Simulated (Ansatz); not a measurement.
Sn: pressure against volume per atom

Periodic Kohn-Sham DFT of a crystal at fixed atoms; pressure and stress are positive in compression; the energy is the free energy less that of spherical unpolarised free atoms; site moments are those in the method's own spheres, positive along +z. The results are calculated, by Ansatz 0.2.0.

Cell of the first row (space group Fd-3m, No. 227):
```
CELL_PARAMETERS angstrom
0.00000 3.17930 3.17930
3.17930 0.00000 3.17930
3.17930 3.17930 0.00000
ATOMIC_POSITIONS crystal
Sn 0.50000 0.50000 0.50000
Sn 0.75000 0.75000 0.75000
```

Settings of every row: method frozen-core PAW; functional PBEsol; relativity scalar; k mesh 11x11x11; filling fermi-dirac; smearing width 0.05 eV; wave cutoff 420 eV; paw set soft_2.

Atom start moment: 0 on all atoms.

Limits: PAW files made with PBE.

```csv
row,volume per atom (Å³),pressure (GPa)
1,32.138,4.301
2,32.821,3.068
3,33.505,1.971
4,33.847,?
5,34.189,0.994
6,34.531,0.546
7,34.873,0.124
8,35.556,-0.653
9,36.24,-1.346
```

Question: what pressure should row 4 give?

Worked fit of pressure. Take u = (V_r/V)^(2/3) − 1 with V_r = 34.36 Å³ an atom, which is twice the finite (Eulerian) strain; such expansions in the strain, on which the Birch-Murnaghan equation of state is built, carry the rest volume and the bulk modulus. The shown rows have u = 0.04558, 0.03102, 0.01694, 0.00333, -0.0033, -0.00983, -0.02255, -0.03489. Least squares give pressure = 0.7668 + 67.477 × u + 207.93 × u² + 280 × u³ GPa; a parabola predicts inner rows, each left out in turn, worse (root mean square 0.0046 against 0.00073 GPa). The rows lie off it by 0.000, 0.000, 0.000, 0.000, 0.000, 0.001, -0.001, 0.000. The pressure vanishes at u = -0.0118, or V = 34.98 Å³ an atom, and there the bulk modulus at fixed shape and fractions is B = −V dP/dV = (2/3)(1 + u) dP/du = 41.3 GPa. The withheld row has u = 0.01008, so the fit gives 0.7668 + 67.477 × (0.01008) + 207.93 × (0.01008)² + 280 × (0.01008)³ = 1.468 GPa.

The calculation gave 1.468 GPa. The fit meets it to the printed digit.
